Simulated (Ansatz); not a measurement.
# Abstraction of H: C3H2O2 + C2H8NSi → C3HO2 + C2H9NSi

Species: C3H2O2 `C#COC=O`, singlet; C2H8NSi `CN(C)[SiH2]`, doublet; C3HO2 `C#CO[C]=O`, doublet; C2H9NSi `CN(C)[SiH3]`, singlet. A radical takes H: the energy is the difference in strength between the C–H bond broken and the Si–H bond made.

Shapes, held fixed at every level: PBE0-D4/def2-TZVP. Flexible molecules stand in one conformer, not always the lowest. Programs: Ansatz 0.2.0. Electronic energies: no zero-point or thermal term.

```csv
level,kind,ΔE (kJ/mol),less CCSD/def2-SVP
MP2/def2-TZVPP,perturbation theory,+66.2,+7.4
HF/def2-SVP,Hartree–Fock,+49.7,-9.1
SPW92/def2-TZVPP,LDA,+86.7,+27.9
PBE-D4/def2-TZVPP,GGA,+74.8,+16.0
B3LYP-D4/def2-TZVPP,global hybrid,+65.6,+6.8
PBE0-D4/def2-TZVPP,global hybrid,+70.7,+11.9
B2PLYP/def2-TZVPP,double hybrid,+61.3,+2.5
CCSD/def2-SVP,coupled cluster or CI,+58.8,0.0
```

The highest level, CCSD/def2-SVP, gives ΔE = +58.8 kJ/mol; the levels span +49.7 to +86.7. The column of differences is taken from that level and isn't an error. No measured value is set beside it here. Open shells run unrestricted.

Hydrogen transfer from the formyl carbon to the silyl radical is uphill at every level, so the C–H bond broken is stronger than the Si–H bond made, and the reverse transfer is energetically favoured. The main reason is the bonding partner: carbon's compact valence orbitals overlap with hydrogen 1s better than silicon's more diffuse ones. The product radical offers little compensation, since its unpaired electron sits largely in a σ-type orbital at the carbonyl carbon, poorly placed to delocalise into the π system.

Hartree–Fock and CCSD share a basis, and their comparison shows that correlation raises the reaction energy by 9.1 kJ/mol, favouring the C–H bond over the Si–H bond. The offsets of the other levels mix the treatment of correlation with the change of basis, so the closeness of B2PLYP to CCSD doesn't establish it as the most accurate functional here. The sign is secure across these methods, but a reaction energy alone doesn't reveal the barrier in either direction.
